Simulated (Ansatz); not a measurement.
## BiTe: the change of pressure with volume per atom

Results calculated with Ansatz 0.2.0, not measured. Periodic Kohn-Sham DFT of a crystal at fixed atoms; pressure and stress are positive in compression; the energy is the free energy less that of spherical unpolarised free atoms; site moments are those in the method's own spheres, positive along +z.

Cell of the first row (space group Fm-3m, No. 225):
```
BiTe
1.0
      0.0000     3.1695     3.1695
      3.1695     0.0000     3.1695
      3.1695     3.1695     0.0000
Bi Te
1 1
Direct
  0.00000 0.00000 0.00000
  0.50000 0.50000 0.50000
```

Settings of every row: method frozen-core PAW; functional PBE; relativity scalar; k mesh 10x10x10; filling fermi-dirac; smearing width 0.03 eV; wave cutoff 420 eV; paw set soft_2.

Atom start moment: 0 on all atoms.

Limits: no spin-orbit coupling on heavy atoms.

```
row  volume per atom (Å³)  pressure (GPa)
  1                31.841           4.336
  2                33.178           1.867
  3                33.855             0.8
  4                34.532               ?
  5                35.886          -1.791
```

Question: what pressure should row 4 give?

Worked fit of pressure. Take u = (V_r/V)^(2/3) − 1 with V_r = 33.516 Å³ an atom, which is twice the finite (Eulerian) strain; such expansions in the strain, on which the Birch-Murnaghan equation of state is built, carry the rest volume and the bulk modulus. The shown rows have u = 0.03477, 0.00678, -0.00669, -0.04453. Least squares give pressure = 1.3203 + 79.334 × u + 212.59 × u² GPa; a straight line predicts inner rows, each left out in turn, worse (root mean square 0.22 against 0.002 GPa). The rows lie off it by 0.000, -0.001, 0.001, 0.000. The pressure vanishes at u = -0.0175, or V = 34.41 Å³ an atom, and there the bulk modulus at fixed shape and fractions is B = −V dP/dV = (2/3)(1 + u) dP/du = 47.1 GPa. The withheld row has u = -0.01971, so the fit gives 1.3203 + 79.334 × (-0.01971) + 212.59 × (-0.01971)² = -0.161 GPa.

The calculation gave -0.159 GPa. The fit lies 0.002 GPa (1.3 % of the value, 0.033 % of the column's range) below it; its largest miss of a shown row is 0.001 GPa.
